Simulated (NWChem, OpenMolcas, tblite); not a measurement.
A ladder of methods for SiH2F2 (SMILES F[SiH2]F)

SiH2F2 has 5 atoms, charge 0, and is taken as a singlet. SMILES: `F[SiH2]F`. The shape is that of a PBE0-D4/def2-TZVP optimisation.

Each level gives the dipole moment (D). The values are calculated.

| level | kind | program | value (D) | CPU time |
| --- | --- | --- | --- | --- |
| IPEA1-xTB | semi-empirical | tblite | 1.22 | under 2 s |
| HF/aug-cc-pVDZ | Hartree–Fock | OpenMolcas | 1.78 | 8.7 s |
| SVWN5/aug-cc-pVDZ | LDA | OpenMolcas | 1.53 | 20 s |
| BLYP/aug-cc-pVDZ | GGA | OpenMolcas | 1.48 | 25 s |
| r2SCAN/aug-cc-pVDZ | meta-GGA | NWChem | 1.48 | 22 s |
| PBE0/aug-cc-pVDZ | global hybrid | OpenMolcas | 1.58 | 26 s |

The values span 1.22 to 1.78 D. Magnitudes only. Times are those of the runs behind each value, whatever else they computed, on shared processors of several kinds: orders of magnitude only.

The dipole is substantial at every level, as expected for a bent arrangement of two strongly polar Si–F bonds. It is nevertheless a partly cancelled quantity. Hydrogen is more electronegative than silicon, so the Si–H bonds are hydridic and their moments oppose the resultant of the Si–F pair, whereas in difluoromethane the C–H bonds tend to reinforce it. The net moment is therefore a poor measure of how ionic the Si–F bonds are.

Hartree–Fock gives the largest value, 1.78 D, and PBE0 falls between it and the semi-local functionals, probably because exact exchange without correlation favours too much charge separation towards fluorine. The sequence is not a steady climb with functional sophistication: SVWN5 lies above both BLYP and r2SCAN, and IPEA1-xTB is lowest of all. The shared 1.48 D of BLYP and r2SCAN shows agreement between two approximations, not convergence to the true moment. Without a correlated wavefunction result, the ladder cannot establish which functional is most accurate.
